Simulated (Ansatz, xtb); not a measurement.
**Relative energy of two isomers of C5H12OSi**

We compare a, `CC/C(C)=C/O[SiH3]`, a singlet, with b, `C/C=C\CO[SiH2]C`, a singlet. Both are isolated molecules in the gas phase, relaxed with B3LYP/def2-SVP; the shapes shown needn't be the lowest conformers.

a (Å):

```xyz
19

C     0.6182   -2.2064   -2.1095
C     0.7055   -0.6985   -1.8765
C    -0.0778   -0.1219   -0.7174
C     0.0348    1.3664   -0.5189
C    -0.8297   -0.8861    0.0910
O    -1.5421   -0.3709    1.1419
Si   -2.4954   -1.2279    2.2212
H     1.2292   -2.4983   -2.9777
H     0.9857   -2.7760   -1.2405
H    -0.4163   -2.5294   -2.3101
H     0.3898   -0.1710   -2.7976
H     1.7676   -0.4131   -1.7462
H    -0.5657    1.7086    0.3338
H     1.0851    1.6627   -0.3457
H    -0.2988    1.9106   -1.4207
H    -0.9133   -1.9692   -0.0515
H    -1.6824   -2.2355    2.9653
H    -3.0530   -0.2213    3.1583
H    -3.5974   -1.9396    1.5078
```

b (Å):

```xyz
19

C     0.5839   -2.4766   -1.2441
C     0.2582   -2.9583    0.1404
C    -0.0600   -2.2268    1.2175
C    -0.1566   -0.7316    1.3153
C    -3.4133    1.0524    3.3626
O    -1.3298   -0.3833    2.0322
Si   -1.8085    1.1737    2.4087
H    -0.0364   -2.9967   -1.9943
H     1.6343   -2.7014   -1.5019
H     0.4362   -1.3945   -1.3720
H     0.2974   -4.0468    0.2735
H    -0.2683   -2.7430    2.1618
H     0.7375   -0.3417    1.8467
H    -0.1580   -0.2634    0.3135
H    -1.9932    1.9708    1.1537
H    -0.7513    1.8525    3.2250
H    -3.2761    0.4735    4.2897
H    -3.7771    2.0569    3.6347
H    -4.1905    0.5566    2.7597
```

Quicker runs give these differences E(b) − E(a): GFN2-xTB +15.0 kcal/mol; HF/STO-3G −2.2 kcal/mol (at GFN2-xTB geometries); r2SCAN-D4/def2-SVP −3.0 kcal/mol (at GFN2-xTB geometries).

Task: Which of the two would you expect CCSD(T)/def2-SVP + ΔMP2/def2-TZVPP electronic energies to favour?

Result: Structure b; the calculation gives E(b) − E(a) = −4.8 kcal/mol.

How the difference moves with the method:

| level | geometry | E(b) − E(a) (kcal/mol) | departure from the last row (kcal/mol) | job, with rough time for the two |
| --- | --- | --- | --- | --- |
| GFN2-xTB | GFN2-xTB | +15.0 | +19.8 | optimisation, 0.27 s |
| HF/STO-3G | GFN2-xTB | −2.2 | +2.6 | single point, 0.46 s |
| r2SCAN-D4/def2-SVP | GFN2-xTB | −3.0 | +1.8 | single point, 4.6 s |
| B3LYP/def2-SVP | B3LYP/def2-SVP | −3.2 | +1.5 | optimisation, 80 s |
| HF/def2-SVP | B3LYP/def2-SVP | −5.1 | −0.3 | part of the CCSD(T) run |
| MP2/def2-SVP | B3LYP/def2-SVP | −0.9 | +3.8 | part of the CCSD(T) run |
| CCSD(T)/def2-SVP | B3LYP/def2-SVP | −1.3 | +3.5 | single point |
| CCSD(T)/def2-SVP + ΔMP2/def2-TZVPP | B3LYP/def2-SVP | −4.8 |  | single point, 2.2 min |

As drawn, b has 1 C–Si, 1 C–H in place of 1 C–C, 1 Si–H.

GFN2-xTB puts the two in the other order. The largest departure from CCSD(T)/def2-SVP + ΔMP2/def2-TZVPP is that of GFN2-xTB, 19.8 kcal/mol. The last row adds to CCSD(T) the change of the MP2 difference between the two basis sets, here −3.5 kcal/mol, a large step that makes the value less sure.

With thermal terms from frequencies at re-optimised GFN2-xTB minima (ideal gas, soft modes damped towards free rotors, one conformer each, 298.15 K, 1 atm): on the last row, ΔE + ΔZPE = −4.4, ΔH = −4.2, ΔG = −5.0 kcal/mol.

The correlated steps freeze 11 core orbitals. Codes used: Ansatz 0.2.0, xtb 6.7.1; the last row on 4 threads of Arm Neoverse V1 on a shared host.

Isomer b is favoured because the bond exchange outweighs the better-stabilised alkene in a. Replacing Si–H and C–C bonds by Si–C and C–H is favourable, chiefly because hydrogen binds more strongly to carbon than to silicon. Against this, a is a silyl enol ether, with an oxygen lone pair conjugated to a more highly substituted double bond, whereas the CH2 group in b interrupts that conjugation. The modest net preference probably reflects this partial cancellation.

Every method except GFN2-xTB favours b, and the tight-binding model probably misjudges the balance between the silicon and carbon bonds. MP2 and CCSD(T) nearly agree in the small basis, so the size of the gap depends more on the basis set than on correlation beyond second order. The closeness of HF/def2-SVP to the final value therefore looks like a cancellation between missing correlation and basis incompleteness. Thermal terms leave the order unchanged, but the energies say nothing about how readily the isomers interconvert.
